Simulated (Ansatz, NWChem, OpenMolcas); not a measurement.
## Strength of the B–H bond: BH3 → BH2 + H

Species: BH3 (borane) `B`, singlet; BH2 (boron dihydride) `[BH2]`, doublet; H atom, doublet. 

Shapes, held fixed at every level: PBE0-D4/def2-TZVP. Programs: Ansatz 0.2.0, NWChem 7.3.0, OpenMolcas 26.06. A level may come from different programs for different species; with the same settings they agree closely. The zero-point and thermal change to 298 K, harmonic and unscaled (PBE0-D4/def2-TZVP, UPBE0-D4/def2-TZVP), is -24.7 kJ/mol.

| level | kind | ΔH(298 K) (kJ/mol) |
| --- | --- | --- |
| SVWN5/def2-TZVPPD | LDA | +464.6 |
| revPBE/def2-TZVPPD | GGA | +415.2 |
| M06-L/def2-TZVPPD | meta-GGA | +432.1 |
| TPSS/def2-TZVPPD | meta-GGA | +436.2 |
| B3LYP/def2-TZVPPD | global hybrid | +436.9 |
| BHLYP/def2-TZVPPD | global hybrid | +435.1 |
| M06-2X/def2-TZVPPD | global hybrid | +435.2 |
| PBE0/def2-TZVPPD | global hybrid | +422.9 |

PBE0/def2-TZVPPD gives ΔH(298 K) = +422.9 kJ/mol; the levels span +415.2 to +464.6. The median of the levels is +435.1. No measured value is set beside it here. Open shells run unrestricted unless RO is named.

Removing one hydrogen atom from borane is strongly endothermic at every level. Five of the eight functionals fall between +432.1 and +436.9 kJ/mol, with PBE0 and revPBE lower and SVWN5 well above. The bond is strong because the compact hydrogen 1s orbital overlaps well with an sp2-like boron hybrid, and because the BH2 radical gains little in return. Its unpaired electron stays in an in-plane σ orbital, orthogonal to the empty boron p orbital, so π delocalisation cannot stabilise it.

The high SVWN5 value is the familiar overbinding of the local density approximation. Gradient corrections favour the more inhomogeneous densities of the separated fragments and so lower the bond energy, most strongly here with revPBE. Exact exchange alone does not order the results: B3LYP and BHLYP nearly coincide despite very different fractions, while PBE0 lies below both. The enthalpy describes loss of the first hydrogen only and should not be read as the mean B–H bond energy of borane, since the later steps leave differently hybridised boron fragments.
